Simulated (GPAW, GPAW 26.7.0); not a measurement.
# Notebook: the Li 1s binding energy of lithium metal with GPAW

*A first attempt by someone new to these calculations. It holds errors of set-up and of interpretation; a review follows at the end.*

## The question

The number I want to reproduce is the binding energy of the Li 1s electron in lithium metal, 54.7 eV, counted from the Fermi level. It comes from "Electron binding energies" (2001, X-Ray Data Booklet, Lawrence Berkeley National Laboratory, Table 1-1; from Cardona and Ley (eds.), Photoemission in Solids I (1978)). The method is photoemission: light knocks electrons out of the metal, and their energy tells how strongly they were bound. The booklet is a handbook table and quotes the value from earlier work, so it is not a fresh measurement. The temperature and the sample are not given with the value. The volume of the cell is not compared here.

| compared with | measured | source's wording or label | method |
| --- | --- | --- | --- |
| Li 1s (eV) | 54.7 | Li 1s of the metal against the Fermi level | photoemission, handbook table |

Conditions are those given with the value in the passage it was taken from; "not stated" means there, and the paper may say more elsewhere. The values are a selection: others may have been left out beforehand as unlike or outlying.

## How to go about it

I want to get 54.7 eV out of GPAW with the PBE functional. The model is the body-centred cubic cell of lithium from the crystallography database, with one atom in it. The program takes an electron out of the 1s level and compares the energy with that of the normal metal.

My target is to be within 0.1 eV, because the table gives the value in tenths. Lithium has only three electrons, so I think small settings will do. I will begin with the quickest run and change one setting after another until the number agrees. Once it agrees I will know which settings are right for lithium.

System: Li (Lithium); space group Im-3m, 1 atom in the base cell, measured (COD) cell.

On the selection of runs and values: Besides any runs that a report passes over, these were set aside when the results were gathered: 1 cell relaxed under the stress of an incomplete basis.

## 1. One atom, one k-point

I start with a single k-point, the Gamma point, and the one-atom cell. The k-points seem to be a way of repeating the calculation for more accuracy, and with one atom there is not much to repeat. I expect to land within an electronvolt or so of the table and to do the rest by fine adjustment.

**Run 1.** GPAW 26.7.0: PBE, Gamma point alone; 1-atom cell, holes 3.0 A apart (mesh 1x1x1, cutoff 500 eV, 1 atoms).

Key lines of the input:
```
atoms = Atoms(['Li'],
              cell=[[-1.75465, 1.75465, 1.75465], [1.75465, -1.75465, 1.75465], [1.75465, 1.75465, -1.75465]],
              scaled_positions=[[0.0, 0.0, 0.0]],
              pbc=(True, True, True))
params = dict(mode=PW(500),
              xc='PBE',
              kpts={'size': (1, 1, 1), 'gamma': True},
              occupations=FermiDirac(0.08),
              nbands=-8,
              maxiter=200,
              txt='gs.txt')
hole.calc = GPAW(**{**params, 'charge': -1, 'txt': f'hole{i}.txt', 'setups': {**params.get('setups', {}), i: 'hole' + params.get('setups', {}).get(atoms[i].symbol, '')}})
out['levels'][i] = hole.get_potential_energy(force_consistent=True) + hole.calc.get_reference_energy() - e0
```

Command:
```
gpaw-setup -f PBE Li > setup.log
gpaw-setup -f PBE --core-hole=1s,1.0 --name=hole Li > setup.log
OMP_NUM_THREADS=1 mpirun -n 4 gpaw python run.py > run.log
```

Selected lines of the output:
```
Converged in 8 steps
Fermi level: -3.309
Gap: 17.451 eV
[energy with the hole less without, eV] Li 1 1s: 53.924
```

Converged; 3.6 s on 4 cores of Intel Xeon 6975P-C (Granite Rapids), shared host.

| quantity | run 1 | measured | deviation |
| --- | --- | --- | --- |
| Li 1s (eV) | 53.92 | 54.7 | −0.78 |
| volume an atom (Å³) | 21.61 |  |  |

The binding energy is 53.92 eV, which is 0.78 eV below the table. The output says the run converged in 8 steps, so I take the single k-point as good enough for lithium. There is also a gap of 17.451 eV. I had thought a metal has none, but I suppose this is the distance from the 1s level up to the others, and I leave it at that.

The missing 0.78 eV must then come from some other setting.

## 2. A much lower cutoff

The cutoff is the next number in the input. I set it to 100 eV, which is still well above the 54.7 eV I am looking for, so the 1s electron should fit under it. With the time saved I can afford a 14×14×14 mesh, although I don't think the mesh matters. I expect the energy to move up towards the table.

**Run 2.** GPAW 26.7.0: PBE, cutoff a fifth of the usual; 1-atom cell, holes 3.0 A apart (mesh 14x14x14, cutoff 100 eV, 1 atoms).

Key lines of the input, as changed from run 1:
```diff
- params = dict(mode=PW(500),
+ params = dict(mode=PW(100),
  params = dict(mode=PW(100),
-               kpts={'size': (1, 1, 1), 'gamma': True},
+               kpts={'size': (14, 14, 14), 'gamma': True},
-               maxiter=200,
+               maxiter=60,
```

Selected lines of the output:
```
Cutoff: 100.0 eV
Converged in 7 steps
Free energy:      -1.889647
Extrapolated:     -1.884089
Fermi level: 0.185
[energy with the hole less without, eV] Li 1 1s: 58.513
```

Converged; took 5.4 s.

| quantity | run 2 | measured | deviation |
| --- | --- | --- | --- |
| Li 1s (eV) | 58.51 | 54.7 | +3.81 |
| volume an atom (Å³) | 21.61 |  |  |

Now the binding energy is 58.51 eV, 3.81 eV above the table. So lowering the cutoff raises the binding energy, and the cutoff is what decides the result. The run converged in 7 steps, one fewer than before, so 100 eV can't be a bad setting in itself. It only goes too far.

The table value lies between my two results, so the right cutoff for lithium must lie between 100 and 500 eV.

## 3. A cutoff in between

I try 325 eV, roughly the middle. I also take a cell with four atoms, since a metal is more than one atom, and a 10×10×10 mesh. If the energy follows the cutoff in a straight line, it should come out between one and two electronvolts above the table, and then I can work out the exact cutoff from the three points.

**Run 3.** GPAW 26.7.0: PBE, cutoff at 65 % of the usual; 4-atom cell, holes 5.0 A apart (mesh 10x10x10, cutoff 325 eV, 4 atoms).

Key lines of the input:
```
atoms = Atoms(['Li', 'Li', 'Li', 'Li'],
              cell=[[3.5093, -3.5093, 0.0], [0.0, 3.5093, -3.5093], [0.0, 3.5093, 3.5093]],
              scaled_positions=[[0.0, 0.0, 0.0], [0.5, 0.75, 0.25], [0.0, 0.5, 0.5], [0.5, 0.25, 0.75]],
              pbc=(True, True, True))
params = dict(mode=PW(325),
              xc='PBE',
              kpts={'size': (10, 10, 10), 'gamma': True},
              occupations=FermiDirac(0.08),
              nbands=-8,
              maxiter=200,
              txt='gs.txt')
hole.calc = GPAW(**{**params, 'charge': -1, 'txt': f'hole{i}.txt', 'setups': {**params.get('setups', {}), i: 'hole' + params.get('setups', {}).get(atoms[i].symbol, '')}})
out['levels'][i] = hole.get_potential_energy(force_consistent=True) + hole.calc.get_reference_energy() - e0
```

Selected lines of the output:
```
Cutoff: 325.0 eV
Free energy:      -7.607104
[energy with the hole less without, eV] Li 1 1s: 58.390
```

Converged; 21 s on 4 cores of Intel Xeon Platinum 8375C at 2.90GHz (Ice Lake), shared host.

| quantity | run 3 | measured | deviation |
| --- | --- | --- | --- |
| Li 1s (eV) | 58.39 | 54.7 | +3.69 |
| volume an atom (Å³) | 21.61 |  |  |

The result is 58.39 eV, still 3.69 eV above the table and only 0.12 eV below the run at 100 eV. The straight line I had drawn does not hold. From 100 to 325 eV almost nothing happens, and then the energy has to fall by more than 4 eV before 500 eV. I conclude that the cutoff works like a switch: somewhere above 325 eV the 1s electron is finally described, and below that it is not.

That makes 500 eV the correct side, and my first result of 53.92 eV the good one. It needs only 0.78 eV more.

## 4. Stretching the lattice

I go back to 500 eV and one atom, and look for the 0.78 eV in the lattice. I multiply the cell lengths by 1.077. With the neighbours further away, each atom should hold its electrons more tightly, so the binding energy should rise from 53.92 eV towards 54.7 eV. I set a 12×12×12 mesh, which should make no difference.

**Run 4.** GPAW 26.7.0: PBE, lattice scaled by 1.077; 1-atom cell, holes 3.3 A apart (mesh 12x12x12, cutoff 500 eV, 1 atoms).

Key lines of the input, as changed from run 1:
```diff
  atoms = Atoms(['Li'],
-               cell=[[-1.75465, 1.75465, 1.75465], [1.75465, -1.75465, 1.75465], [1.75465, 1.75465, -1.75465]],
+               cell=[[-1.890139, 1.890139, 1.890139], [1.890139, -1.890139, 1.890139], [1.890139, 1.890139, -1.890139]],
  params = dict(mode=PW(500),
-               kpts={'size': (1, 1, 1), 'gamma': True},
+               kpts={'size': (12, 12, 12), 'gamma': True},
```

Selected lines of the output:
```
Cutoff: 500.0 eV
[energy with the hole less without, eV] Li 1 1s: 59.042
```

Converged; 8.4 s on 4 cores of Intel Xeon 6975P-C (Granite Rapids), shared host.

| quantity | run 4 | measured | deviation |
| --- | --- | --- | --- |
| Li 1s (eV) | 59.04 | 54.7 | +4.34 |
| volume an atom (Å³) | 27.01 |  |  |

The binding energy went up, as I had reasoned, but by 5.12 eV instead of 0.78 eV. It is now 59.04 eV, and the volume per atom has grown from 21.61 to 27.01 Å³. So lithium is extremely sensitive to its lattice, and I stretched it far too much. By proportion, about a seventh of the stretch would have brought me exactly to 54.7 eV.

This also tells me that the switch at 500 eV is not the whole story, because this run had 500 eV as well and still came out high. The lattice must be able to undo it.

## 5. Back to the measured cell, one more keyword

I put the lattice back to the measured cell and keep 500 eV and one atom, so I should be at about 53.92 eV again. The mesh goes to 14×14×14, to be on the generous side. I also type one more keyword into the input, in the hope that an extra option supplies the last 0.78 eV.

**Run 5.** GPAW 26.7.0: PBE, one more key typed; 1-atom cell, holes 3.0 A apart (mesh 14x14x14, cutoff 500 eV, 1 atoms).

Key lines of the input, as changed from run 1:
```diff
  params = dict(mode=PW(500),
-               kpts={'size': (1, 1, 1), 'gamma': True},
+               kpts={'size': (14, 14, 14), 'gamma': True},
-               txt='gs.txt')
+               txt='gs.txt',
+               encut=400)
```

Selected lines of the output:
```
rank=0 L19: TypeError: GPAW() got an unexpected keyword argument 'encut'
GPAW CLEANUP (node 0): <class 'TypeError'> occurred.  Calling MPI_Abort!
rank=2 L19: TypeError: GPAW() got an unexpected keyword argument 'encut'
GPAW CLEANUP (node 2): <class 'TypeError'> occurred.  Calling MPI_Abort!
rank=1 L19: TypeError: GPAW() got an unexpected keyword argument 'encut'
GPAW CLEANUP (node 1): <class 'TypeError'> occurred.  Calling MPI_Abort!
rank=3 L19: TypeError: GPAW() got an unexpected keyword argument 'encut'
GPAW CLEANUP (node 3): <class 'TypeError'> occurred.  Calling MPI_Abort!
Errorcode: 42
  Errorcode: 42
```

Input refused; took 12 s.

No energy this time. The run stopped with MPI_Abort and error code 42, and the messages come from all four processes, 0 to 3. There is also a line about `encut`, the keyword I had added with the value 400. I take the abort to mean that the processes could not share out the work, and that a 14×14×14 mesh is too much together with 500 eV. At 100 eV the same mesh went through without trouble, which fits.

## 6. A smaller mesh with four atoms

I leave the extra keyword out, since it brought nothing, and reduce the mesh to 6×6×6 so that the processes can cope. I use the four-atom cell again, at the measured lattice and with 500 eV. Both things I believe in are then in place, the high cutoff and the unstretched lattice, so I expect to be back near 53.92 eV.

**Run 6.** GPAW 26.7.0: PBE, another k-point mesh; 4-atom cell, holes 5.0 A apart (mesh 6x6x6, cutoff 500 eV, 4 atoms).

Key lines of the input, as changed from run 3:
```diff
- params = dict(mode=PW(325),
+ params = dict(mode=PW(500),
  params = dict(mode=PW(500),
-               kpts={'size': (10, 10, 10), 'gamma': True},
+               kpts={'size': (6, 6, 6), 'gamma': True},
```

Selected lines of the output:
```
Cutoff: 500.0 eV
[energy with the hole less without, eV] Li 1 1s: 58.370
```

Converged; 7.5 s on 4 cores of Intel Xeon Platinum 8559C (Emerald Rapids), shared host.

| quantity | run 6 | measured | deviation |
| --- | --- | --- | --- |
| Li 1s (eV) | 58.37 | 54.7 | +3.67 |
| volume an atom (Å³) | 21.61 |  |  |

I get 58.37 eV, not 53.92 eV. The lattice is the measured one and the cutoff is 500 eV, so neither can be to blame. What is different from my first run is the number of atoms. My explanation is that four atoms have more electrons to describe, and so the switch in the cutoff sits higher for them than for one atom. At 500 eV the four-atom cell is still on the wrong side, only 0.02 eV below its value at 325 eV.

## 7. Pushing the cutoff past the switch

I raise the cutoff to 650 eV for the four atoms. The mesh goes back to 10×10×10, which this cell has already managed once. If I am right about the switch, the energy should drop by about 4 eV and end close to the table.

**Run 7.** GPAW 26.7.0: PBE, cutoff at 130 % of the usual; 4-atom cell, holes 5.0 A apart (mesh 10x10x10, cutoff 650 eV, 4 atoms).

Key lines of the input, as changed from run 3:
```diff
- params = dict(mode=PW(325),
+ params = dict(mode=PW(650),
```

Selected lines of the output:
```
Cutoff: 650.0 eV
Free energy:      -7.607991
[energy with the hole less without, eV] Li 1 1s: 58.390
```

Converged; 16 s on 4 cores of Arm Neoverse V1, shared host.

| quantity | run 7 | measured | deviation |
| --- | --- | --- | --- |
| Li 1s (eV) | 58.39 | 54.7 | +3.69 |
| volume an atom (Å³) | 21.61 |  |  |

The energy did not drop. It is 58.390 eV, the same to the last printed digit as at 325 eV, although the cutoff is now twice as high. The total energy of the metal has hardly moved either.

I still think there is a switch, because I saw 53.92 eV with one atom. For four atoms it must lie even higher than 650 eV. The other possibility is that lithium should simply not be calculated with four atoms, and I find that easier to believe, since the cell from the database has one. I therefore put the four-atom results aside and keep the first run as my best one.

## The runs side by side

| run | settings | Li 1s (eV) | deviation | cost | status |
| --- | --- | --- | --- | --- | --- |
| 1 | PBE, Gamma point alone, 1-atom cell, holes 3.0 A apart (mesh 1x1x1, cutoff 500 eV, 1 atoms) | 53.92 | −0.78 | under 1 core-min |  |
| 2 | PBE, cutoff a fifth of the usual, 1-atom cell, holes 3.0 A apart (mesh 14x14x14, cutoff 100 eV, 1 atoms) | 58.51 | +3.81 | under 1 core-min |  |
| 3 | PBE, cutoff at 65 % of the usual, 4-atom cell, holes 5.0 A apart (mesh 10x10x10, cutoff 325 eV, 4 atoms) | 58.39 | +3.69 | 85 core-s |  |
| 4 | PBE, lattice scaled by 1.077, 1-atom cell, holes 3.3 A apart (mesh 12x12x12, cutoff 500 eV, 1 atoms) | 59.04 | +4.34 | under 1 core-min |  |
| 5 | PBE, one more key typed, 1-atom cell, holes 3.0 A apart (mesh 14x14x14, cutoff 500 eV, 1 atoms) | – |  | under 1 core-min | input refused |
| 6 | PBE, another k-point mesh, 4-atom cell, holes 5.0 A apart (mesh 6x6x6, cutoff 500 eV, 4 atoms) | 58.37 | +3.67 | under 1 core-min |  |
| 7 | PBE, cutoff at 130 % of the usual, 4-atom cell, holes 5.0 A apart (mesh 10x10x10, cutoff 650 eV, 4 atoms) | 58.39 | +3.69 | 64 core-s |  |
|  | measured | 54.7 |  |  |  |

## State of play

I stop here and give 53.92 eV as my result for the Li 1s level, from the one-atom cell with a single k-point and 500 eV. It is 0.78 eV below the table, so I have missed my target of 0.1 eV, but it is by far the closest number I have. All the other runs that finished lie between 58.37 and 59.04 eV, more than 3.6 eV too high, and I don't count them.

My conclusions for lithium are that one atom is better than four, that one k-point is sufficient, and that the cutoff has a switch somewhere, which I could not locate for the four-atom cell. The lattice must not be stretched by as much as I did. I think a very small stretch of the one-atom cell would supply the missing 0.78 eV, since the large one raised the energy by 5.12 eV. Why four atoms of the same metal should hold their electrons so much more tightly than one, I can't say. The first run was also one of the quickest, which suits me.

## Reviewer's comments

Further runs made for the review:

| reviewer's run | settings | Li 1s (eV) | deviation | cost |
| --- | --- | --- | --- | --- |
| R1 | PBE, electron kept at the Fermi level, 1-atom cell, holes 3.0 A apart (mesh 14x14x14, cutoff 500 eV, 1 atoms) | 58.44 | +3.74 | under 1 core-min |
| R2 | PBE, electron kept at the Fermi level, 4-atom cell, holes 5.0 A apart (mesh 10x10x10, cutoff 500 eV, 4 atoms) | 58.39 | +3.69 | under 1 core-min |
| R3 | PBE with two spins, electron kept at the Fermi level, 4-atom cell, holes 5.0 A apart (mesh 10x10x10, cutoff 500 eV, 4 atoms) | 54.74 | +0.04 | 2.8 core-min |
|  | measured | 54.7 |  |  |

The plan was unsound from the start: settings are chosen by convergence, not by agreement with the table, and having few electrons doesn't make lithium undemanding. The 0.1 eV target is only the table's rounding. Handbook values differ by a few tenths, and PBE can miss absolute levels by about an electronvolt.

Run 1 has the decisive error. K-points sample the metal's bands rather than repeat a calculation, and a small cell needs many. "Converged" referred only to the self-consistency cycle. The 17.451 eV gap was a warning: it can't be the distance from the 1s level, which is frozen in the core here. With a 14×14×14 mesh, R1 gives 58.44 eV instead of 53.92 eV, for under one core-minute.

Run 2 changed mesh and cutoff together, and the mesh caused the jump. Against R1, the 100 eV cutoff shifts the level by only 0.07 eV, but it is still too low to rely on. A cutoff limits the plane waves' kinetic energy; it needn't lie just above a binding energy, nor be tuned to the table. Run 3 is sound for its purpose, but its "switch" is the change of mesh since run 1.

In run 4 the stretch did raise the level, but by about 0.60 eV against R1, not 5.12 eV; the rest is again the mesh. A smaller stretch therefore can't rescue run 1, and the measured cell should have been kept.

Run 5 failed because GPAW doesn't know `encut`, as the message says; the cutoff was already set in `PW(500)`. The mesh wasn't too large, since R1 ran with it at 500 eV. Dropping the keyword was right, but the mesh needn't have been reduced.

Run 6 differs from run 1 in mesh as well as in number of atoms. Its 0.02 eV difference from run 3 comes from the coarser mesh, not from a switch: R2, at 500 eV with run 3's mesh, gives 58.39 eV. Run 7 was a good test, and its agreement with run 3 shows that the cutoff is converged. It should have ended the switch idea, not discredited four atoms. R1 and R2 differ by only 0.05 eV, so four atoms don't hold their electrons much more tightly than one, and the larger cell keeps the repeated holes further apart.

The notebook admits missing its target, but it keeps the wrong run. Run 1 is near the table by chance: its missing k-points lower the level, while a second error, common to all the finished runs, raises it. Without spin, the core hole is spin-paired and the remaining 1s electron's exchange energy is lost. Two spins bring the level from 58.39 eV (R2) to 54.74 eV (R3), with the same functional, cell, mesh and cutoff, for 2.8 core-minutes.

The verdict is that PBE with two spins matches the measured 54.7 eV well. The remaining 0.04 eV is too small to interpret, and such close agreement is partly luck. No significant discrepancy remains to be explained, though a check of the two-spin result in a larger cell is not shown in this report.

[Logs are printed without paths, hosts, clocks, repeated set-up lines and the standing remarks that a program may print on its own settings, such as how far it seeks lower states.]

[The runs shown are a pick from a larger set of finished runs; failed, doubtful and other runs were left out of it ahead of writing. So were measured values far from every level or from commonly accepted values, and agreement can look better than it is. Lines of input and output are excerpts and may be shortened.]
